**Hyperfine ratio of 2p1/2 and 2p3/2 along the Mg-like ions: small weight, screened charge or bare nucleus**

The table holds the one-electron magnetic hyperfine constants $A/g_I$ of 2p1/2 and 2p3/2 for 28 twelve-electron ions from Mg to Tl69+ (Dirac-Coulomb Hartree-Fock, Fermi nucleus), with the non-relativistic Hartree-Fock $\langle r^{-3}\rangle$ and the small-component weight of 2p1/2. The program tests three models for the excess of the ratio over its non-relativistic value 5: proportionality to the small weight (one fitted constant), the hydrogenic Dirac formula with the screened charge from $\langle r^{-3}\rangle$, and the same formula with the bare $Z$, to which a finite-nucleus correction from a numerically integrated uniform-sphere model is added. The root-mean-square errors on the excess are 12.9%, 23.1%, 2.7% and, with the nuclear size, 1.3%. The last model stays 0.6 to 0.9% of the excess too high from Cr12+ on and is 5.0% too low for Mg. The output also shows that the growth comes from 2p1/2, whose enhancement rises by a factor of 2.28 against 1.09 for 2p3/2, and that in Cd36+ and Er56+ neither the small weights nor a uniform contraction account for the ratio.

Mg and its twelve-electron ions, all [Ne] 3s2, computed with B-spline radial code 1 at the basis limit by Dirac-Coulomb Hartree-Fock (nl average, Fermi nucleus). The <r⁻³> column is from non-relativistic Hartree-Fock (configuration average, point nucleus). A/g_I is the magnetic hyperfine constant of one electron in the orbital divided by g_I = μ/(I μ_N).

## Numerical check

```python
# Table: one-electron hyperfine constants A/g_I of 2p1/2, 2p3/2 (Dirac-Coulomb HF, Fermi nucleus), non-rel. HF <r^-3>,
# small weight; B-spline radial code, Mg-like ions. Tested: excess of ratio over 5 from (1) small weight,
# (2) hydrogenic Dirac formula with screened Z, (3) same with bare Z, then plus finite nucleus.
T = {
    'ion': ['Mg', 'Si2+', 'Cl5+', 'K7+', 'Ti10+', 'Cr12+', 'Co15+', 'Cu17+', 'Ge20+', 'Se22+', 'Rb25+', 'Zr28+', 'Tc31+', 'Pd34+', 'Cd36+', 'Sb39+', 'I41+', 'Ba44+', 'Ce46+', 'Pm49+', 'Eu51+', 'Dy54+', 'Er56+', 'Lu59+', 'Ta61+', 'Os64+', 'Pt66+', 'Tl69+'],
    'Z': [12, 14, 17, 19, 22, 24, 27, 29, 32, 34, 37, 40, 43, 46, 48, 51, 53, 56, 58, 61, 63, 66, 68, 71, 73, 76, 78, 81],
    'charge': [0, 2, 5, 7, 10, 12, 15, 17, 20, 22, 25, 28, 31, 34, 36, 39, 41, 44, 46, 49, 51, 54, 56, 59, 61, 64, 66, 69],  # e
    'A_lo': [6423, 12270, 26500, 40510, 69930, 96160, 147400, 190600, 271500, 337600, 458100, 608000, 792700, 1018000, 1195000, 1506000, 1748000, 2172000, 2501000, 3075000, 3521000, 4300000, 4905000, 5965000, 6792000, 8247000, 9387000, 11410000.0],  # MHz
    'A_hi': [1267, 2410, 5164, 7843, 13390, 18260, 27590, 35320, 49450, 60730, 80720, 104700, 133200, 166600, 191700, 234100, 265700, 318500, 357400, 421900, 469100, 546800, 603300, 695700, 762600, 871400, 949900, 1077000],  # MHz
    'ratio': [5.068, 5.091, 5.132, 5.165, 5.223, 5.266, 5.341, 5.397, 5.49, 5.559, 5.675, 5.805, 5.951, 6.114, 6.235, 6.433, 6.579, 6.819, 6.996, 7.289, 7.505, 7.864, 8.131, 8.575, 8.907, 9.464, 9.883, 10.591],
    'r_m3': [24.92, 47.37, 101.4, 153.9, 262.4, 357.5, 539.2, 689.3, 962.9, 1181, 1565, 2025, 2567, 3198, 3671, 4465, 5053, 6029, 6745, 7922, 8778, 10170, 11180, 12820, 13990, 15880, 17230, 19400],  # bohr⁻³
    'small_lo': [0.000207, 0.000327, 0.000557, 0.000745, 0.00108, 0.00134, 0.00177, 0.0021, 0.00265, 0.00305, 0.0037, 0.00443, 0.00522, 0.00608, 0.0067, 0.00769, 0.00839, 0.00951, 0.0103, 0.0116, 0.0125, 0.0139, 0.0148, 0.0164, 0.0175, 0.0193, 0.0205, 0.0224],
}
import numpy as np
from scipy import constants as C
from scipy.optimize import brentq
from scipy.integrate import simpson
ion = T['ion']
Z, lo, hi, R, r3, sm = (np.array(T[k], float) for k in ('Z', 'A_lo', 'A_hi', 'ratio', 'r_m3', 'small_lo'))
pc = lambda s: C.physical_constants[s][0]
al = C.alpha; c = 1/al; a0 = pc('Bohr radius')
K = C.mu_0/(4*np.pi)*2*pc('Bohr magneton')*pc('nuclear magneton')/C.h/a0**3/1e6
def F(z, k):
    g = np.sqrt(k*k-(al*z)**2); nr = 2-abs(k); N = np.sqrt(nr*nr+2*nr*g+k*k)
    return 24*k*(2*k*(g+nr)-N)/(N**4*g*(4*g*g-1))
rat = lambda z: 5*F(z, 1)/F(z, -2)
# rms nuclear radii (fm), further outputs of the same runs; modelled as a uniform sphere
rms = np.array([3.057,3.1224,3.3654,3.4349,3.5921,3.6452,3.7875,3.8823,4.0742,4.14,4.2036,4.2694,4.41117,4.5318,
    4.6087,4.6802,4.75,4.8378,4.8771,4.962,5.1115,5.2218,5.2516,5.37,5.3507,5.4126,5.427,5.4759])
Rn = np.sqrt(5/3)*rms*1e-15/a0; n = 2000
h = np.log(35/Z/(Rn/100))/n; r = Rn/100*np.exp(np.outer(np.arange(2*n+1)/2, h))
V = np.where(r < Rn, -Z/(2*Rn)*(3-(r/Rn)**2), -Z/r)
def shoot(e):  # RK4 in ln r, hydrogenic 2p1/2 (kappa=+1), all rows at once
    b = r*(e-V)/c; a = 2*c*r+b
    f = lambda y, i: np.array([-y[0]+a[i]*y[1], y[1]-b[i]*y[0]])
    y = np.array([a[0]*r[0]/3, r[0]]); Y = [y]
    for i in range(0, 2*n, 2):
        k1 = f(y, i); k2 = f(y+h/2*k1, i+1); k3 = f(y+h/2*k2, i+1); k4 = f(y+h*k3, i+2)
        y = y+h/6*(k1+2*k2+2*k3+k4); Y.append(y)
    return np.array(Y)
e = c*c*(np.sqrt((1+np.sqrt(1-(al*Z)**2))/2)-1); Y = shoot(e)
sl = (shoot(e*(1+1e-6))[-1, 0]-Y[-1, 0])/(e*1e-6)
for _ in range(4):
    e = e-Y[-1, 0]/sl; Y = shoot(e)
P, Q, rr = Y[:, 0], Y[:, 1], r[::2]
dl = 1-c*np.abs(simpson(P*Q/rr, axis=0))/simpson((P*P+Q*Q)*rr, axis=0)*24/Z**3/F(Z, 1)
Fl, Fh = lo/(8/3*K*r3), hi/(8/15*K*r3)
Zs = (24*r3)**(1/3); Zw = c*np.sqrt(1-(2*(1-2*sm)**2-1)**2)
Zi = np.array([brentq(lambda z: rat(z)-x, 1, 110) for x in R])
q = (R/5-1)/sm; k = np.exp(np.log(q).mean())
M = {'weight': 5*(1+k*sm), 'screened': rat(Zs), 'bareZ': rat(Z), 'bare+fin': rat(Z)*(1-dl)}
E = {m: 100*((v-5)/(R-5)-1) for m, v in M.items()}
print(f"K={K:.3f} MHz bohr^3; 8K/3={8*K/3:.2f}, 8K/15={8*K/15:.3f}; F=A/(non-rel. A); err=% error on (ratio-5)")
print("ion ratio | err: weight screened bareZ bare+fin floor | fin.corr% | F_lo F_lo(H,fin) F_hi F_hi(H)")
for i, s in enumerate(ion):
    print(f"{s:6s}{R[i]:6.3f} |"+''.join(f"{E[m][i]:6.1f}" for m in M)+f"{0.05/(R[i]-5):5.2f} |{100*dl[i]:6.3f} |"
          f"{Fl[i]:6.3f}{F(Z[i],1)*(1-dl[i]):6.3f}{Fh[i]:6.3f}{F(Z[i],-2):6.3f}")
for m in M:
    w = np.abs(E[m]).argmax(); d = 100*(M[m]/R-1); u = np.abs(d).argmax()
    print(f"{m}: rms err {np.sqrt((E[m]**2).mean()):.1f}%, worst {ion[w]} {E[m][w]:+.1f}%; on ratio worst {ion[u]} {d[u]:+.2f}%; ratio first/last row {M[m][0]:.3f}/{M[m][-1]:.3f}")
print(f"(ratio/5-1)/weight: fit k={k:.1f}; {ion[0]} {q[0]:.1f}, min {q.min():.1f} at {ion[q.argmin()]}, {ion[-1]} {q[-1]:.1f}")
print(f"last/first: r3 x{r3[-1]/r3[0]:.0f}, A_lo x{lo[-1]/lo[0]:.0f}, A_hi x{hi[-1]/hi[0]:.0f}, F_lo x{Fl[-1]/Fl[0]:.3f}, F_hi x{Fh[-1]/Fh[0]:.3f}; floor on F up to 0.0007")
for i in (0, 5, 14, 27):
    print(f"{ion[i]}: Z-Zeff from r3 {Z[i]-Zs[i]:.2f}, from weight {Z[i]-Zw[i]:.2f}, from ratio (point) {Z[i]-Zi[i]:+.2f}; (ratio/5-1)/(Za)^2={(R[i]/5-1)/(al*Z[i])**2:.2f} (limit 1.67)")
# further outputs of the same runs: small wt lo,hi; <r> lo,hi; <1/r> lo,hi; Dirac <r^-3> 2p3/2; nuclear density 2p1/2, 2s
X = {'Cd36+': (0.00670231,0.006445635,0.1091068,0.1139444,11.83796,11.1098,3876.36,174.9172,8046.35),
     'Er56+': (0.01484954,0.01372152,0.0703203,0.07721552,18.85063,16.39621,12592.25,2374.073,48098.79)}
for s, x in X.items():
    i = ion.index(s)
    print(f"{s}: ratio/5={R[i]/5:.3f}; weight lo/hi={x[0]/x[1]:.3f}; <r>^-3 lo/hi={(x[3]/x[2])**3:.3f}; <1/r>^3 lo/hi={(x[4]/x[5])**3:.3f}")
    print(f"   A_hi/(8K/15*Dirac r3)={hi[i]/(8/15*K*x[6]):.3f}; Dirac/non-rel r3={x[6]/r3[i]:.3f}; dens 2p1/2 / 2s={100*x[7]/x[8]:.1f}%")
assert np.all(np.diff(R) > 0) and R[0] > 5
assert Fl[-1]/Fl[0] > 2 and Fh[-1]/Fh[0] < 1.15
assert np.all(E['screened'] < 0) and 1.5 < (R[0]/5-1)/(al*Z[0])**2 < 2.0
assert abs(dl[0]) < 1e-3 and dl[-1] > 0
```

It prints:

```
K=95.411 MHz bohr^3; 8K/3=254.43, 8K/15=50.886; F=A/(non-rel. A); err=% error on (ratio-5)
ion ratio | err: weight screened bareZ bare+fin floor | fin.corr% | F_lo F_lo(H,fin) F_hi F_hi(H)
Mg     5.068 | -36.9 -53.4  -4.9  -5.0 0.74 | 0.001 | 1.013 1.015 0.999 1.002
Si2+   5.091 | -25.5 -46.4  -2.9  -2.9 0.55 | 0.001 | 1.018 1.021 1.000 1.003
Cl5+   5.132 | -12.5 -38.3  -0.5  -0.6 0.38 | 0.002 | 1.027 1.031 1.001 1.005
K7+    5.165 |  -6.4 -34.5  -0.0  -0.1 0.30 | 0.003 | 1.035 1.039 1.001 1.006
Ti10+  5.223 |   0.4 -30.2   0.2   0.1 0.22 | 0.005 | 1.047 1.053 1.003 1.008
Cr12+  5.266 |   4.5 -27.6   0.8   0.6 0.19 | 0.007 | 1.057 1.063 1.004 1.009
Co15+  5.341 |   7.7 -24.9   0.8   0.6 0.15 | 0.011 | 1.074 1.081 1.006 1.011
Cu17+  5.397 |   9.7 -23.4   0.8   0.6 0.13 | 0.014 | 1.087 1.094 1.007 1.013
Ge20+  5.490 |  12.2 -21.4   1.0   0.8 0.10 | 0.022 | 1.108 1.117 1.009 1.016
Se22+  5.559 |  13.2 -20.3   1.1   0.9 0.09 | 0.028 | 1.124 1.133 1.011 1.018
Rb25+  5.675 |  13.7 -19.0   1.1   0.7 0.07 | 0.039 | 1.150 1.161 1.014 1.022
Zr28+  5.805 |  14.1 -17.8   1.1   0.7 0.06 | 0.054 | 1.180 1.192 1.016 1.025
Tc31+  5.951 |  13.8 -16.8   1.2   0.8 0.05 | 0.075 | 1.214 1.227 1.020 1.030
Pd34+  6.114 |  13.2 -15.9   1.4   0.8 0.04 | 0.104 | 1.251 1.266 1.024 1.034
Cd36+  6.235 |  12.5 -15.5   1.4   0.8 0.04 | 0.127 | 1.279 1.295 1.026 1.037
Sb39+  6.433 |  11.3 -14.8   1.6   0.8 0.03 | 0.171 | 1.326 1.343 1.030 1.042
I41+   6.579 |  10.2 -14.5   1.6   0.8 0.03 | 0.208 | 1.360 1.378 1.033 1.046
Ba44+  6.819 |   8.4 -13.9   1.8   0.8 0.03 | 0.278 | 1.416 1.437 1.038 1.051
Ce46+  6.996 |   7.0 -13.6   2.0   0.8 0.03 | 0.335 | 1.457 1.480 1.041 1.055
Pm49+  7.289 |   5.1 -13.1   2.2   0.8 0.02 | 0.444 | 1.526 1.551 1.047 1.061
Eu51+  7.505 |   3.5 -12.8   2.4   0.8 0.02 | 0.543 | 1.577 1.604 1.050 1.066
Dy54+  7.864 |   0.7 -12.5   2.8   0.8 0.02 | 0.718 | 1.662 1.692 1.057 1.072
Er56+  8.131 |  -2.0 -12.2   3.0   0.8 0.02 | 0.860 | 1.724 1.757 1.060 1.077
Lu59+  8.575 |  -4.9 -11.8   3.5   0.8 0.01 | 1.137 | 1.829 1.866 1.066 1.085
Ta61+  8.907 |  -7.1 -11.5   3.9   0.8 0.01 | 1.352 | 1.908 1.948 1.071 1.090
Os64+  9.464 | -10.3 -11.1   4.6   0.8 0.01 | 1.774 | 2.041 2.087 1.078 1.098
Pt66+  9.883 | -12.9 -10.8   5.2   0.8 0.01 | 2.119 | 2.141 2.191 1.083 1.104
Tl69+ 10.591 | -16.9 -10.3   6.2   0.8 0.01 | 2.779 | 2.312 2.368 1.091 1.113
weight: rms err 12.9%, worst Mg -36.9%; on ratio worst Tl69+ -8.92%; ratio first/last row 5.043/9.646
screened: rms err 23.1%, worst Mg -53.4%; on ratio worst Tl69+ -5.42%; ratio first/last row 5.032/10.017
bareZ: rms err 2.7%, worst Tl69+ +6.2%; on ratio worst Tl69+ +3.30%; ratio first/last row 5.065/10.940
bare+fin: rms err 1.3%, worst Mg -5.0%; on ratio worst Tl69+ +0.43%; ratio first/last row 5.065/10.636
(ratio/5-1)/weight: fit k=41.5; Mg 65.7, min 36.3 at Zr28+, Tl69+ 49.9
last/first: r3 x778, A_lo x1776, A_hi x850, F_lo x2.282, F_hi x1.092; floor on F up to 0.0007
Mg: Z-Zeff from r3 3.57, from weight 4.12, from ratio (point) -0.30; (ratio/5-1)/(Za)^2=1.77 (limit 1.67)
Cr12+: Z-Zeff from r3 3.53, from weight 4.00, from ratio (point) +0.09; (ratio/5-1)/(Za)^2=1.73 (limit 1.67)
Cd36+: Z-Zeff from r3 3.50, from weight 3.88, from ratio (point) +0.27; (ratio/5-1)/(Za)^2=2.01 (limit 1.67)
Tl69+: Z-Zeff from r3 3.49, from weight 3.52, from ratio (point) +1.24; (ratio/5-1)/(Za)^2=3.20 (limit 1.67)
Cd36+: ratio/5=1.247; weight lo/hi=1.040; <r>^-3 lo/hi=1.139; <1/r>^3 lo/hi=1.210
   A_hi/(8K/15*Dirac r3)=0.972; Dirac/non-rel r3=1.056; dens 2p1/2 / 2s=2.2%
Er56+: ratio/5=1.626; weight lo/hi=1.082; <r>^-3 lo/hi=1.324; <1/r>^3 lo/hi=1.520
   A_hi/(8K/15*Dirac r3)=0.942; Dirac/non-rel r3=1.126; dens 2p1/2 / 2s=4.9%
```
